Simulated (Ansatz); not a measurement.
## Abstraction of Br: CHBrI2 + SiH3(SiH2) → CHI2 + SiH2(SiH3)Br

Species: CHBrI2 (bromodiiodomethane) `BrC(I)I`, singlet; SiH3(SiH2), doublet; CHI2 `I[CH]I`, doublet; SiH2(SiH3)Br, singlet. A radical takes Br: the energy is the difference in strength between the C–Br bond broken and the Si–Br bond made.

Shapes, held fixed at every level: PBE0-D4/def2-TZVP. Programs: Ansatz 0.2.0. The zero-point and thermal change to 298 K, harmonic and unscaled (PBE0-D4/def2-TZVP), is -0.7 kJ/mol.

```json
{"level": "PBE0-D4/def2-TZVPP", "kind": "global hybrid", "ΔH(298 K) (kJ/mol)": "-129.1", "less CCSD(T)/def2-TZVPP": "-3.6", "CPU time (sum over the molecules)": "52 s"}
{"level": "r2SCAN0-D4/def2-TZVPP", "kind": "global hybrid", "ΔH(298 K) (kJ/mol)": "-142.1", "less CCSD(T)/def2-TZVPP": "-16.6", "CPU time (sum over the molecules)": "1.8 min"}
{"level": "wB97M-V/def2-TZVPP", "kind": "range-separated hybrid", "ΔH(298 K) (kJ/mol)": "-133.2", "less CCSD(T)/def2-TZVPP": "-7.7", "CPU time (sum over the molecules)": "3.4 min"}
{"level": "B2PLYP/def2-TZVPP", "kind": "double hybrid", "ΔH(298 K) (kJ/mol)": "-131.6", "less CCSD(T)/def2-TZVPP": "-6.1", "CPU time (sum over the molecules)": "98 s"}
{"level": "CCSD(T)/def2-SVP", "kind": "coupled cluster or CI", "ΔH(298 K) (kJ/mol)": "-120.7", "less CCSD(T)/def2-TZVPP": "+4.8", "CPU time (sum over the molecules)": "1.8 min"}
{"level": "CCSD/def2-TZVPP", "kind": "coupled cluster or CI", "ΔH(298 K) (kJ/mol)": "-132.2", "less CCSD(T)/def2-TZVPP": "-6.7", "CPU time (sum over the molecules)": "–"}
{"level": "CCSD(T)/def2-TZVPP", "kind": "coupled cluster or CI", "ΔH(298 K) (kJ/mol)": "-125.5", "less CCSD(T)/def2-TZVPP": "0.0", "CPU time (sum over the molecules)": "30 min"}
```

The highest level, CCSD(T)/def2-TZVPP, gives ΔH(298 K) = -125.5 kJ/mol; the levels span -142.1 to -120.7. The column of differences is taken from that level and isn't an error. No measured value is set beside it here. Open shells run unrestricted unless RO is named. For atoms past krypton def2 sets carry core potentials with scalar relativity. Relativity is left out for Br unless named. Correlated rows may include outer-core shells of Br, I, which these sets cover unevenly. Times are processor times on shared x86 and Arm servers, and rough.

Bromine transfer from carbon to silicon is strongly exothermic at every level, so the direction of the reaction doesn't depend on the method. The Si–Br bond gains more from charge transfer to bromine than C–Br does, because silicon is the more electropositive atom. The carbon side adds to the driving force: the two iodines in CHI2 can delocalise the unpaired electron through their lone pairs, and losing bromine probably also relieves crowding in the trihalomethane.

Perturbative triples reduce the exothermicity from -132.2 to -125.5 kJ/mol, which suggests that correlation among the packed halogen lone pairs favours the reactant side. Enlarging the basis from def2-SVP shifts the coupled-cluster value the other way, so the remaining basis error could alter the ranking of the closer functionals. r2SCAN0-D4 is the most exothermic, well apart from PBE0-D4; as both carry the same share of exact exchange, the gap probably stems mainly from their semilocal parts. The reaction enthalpy alone doesn't establish how fast abstraction is, or whether it outpaces loss of iodine.
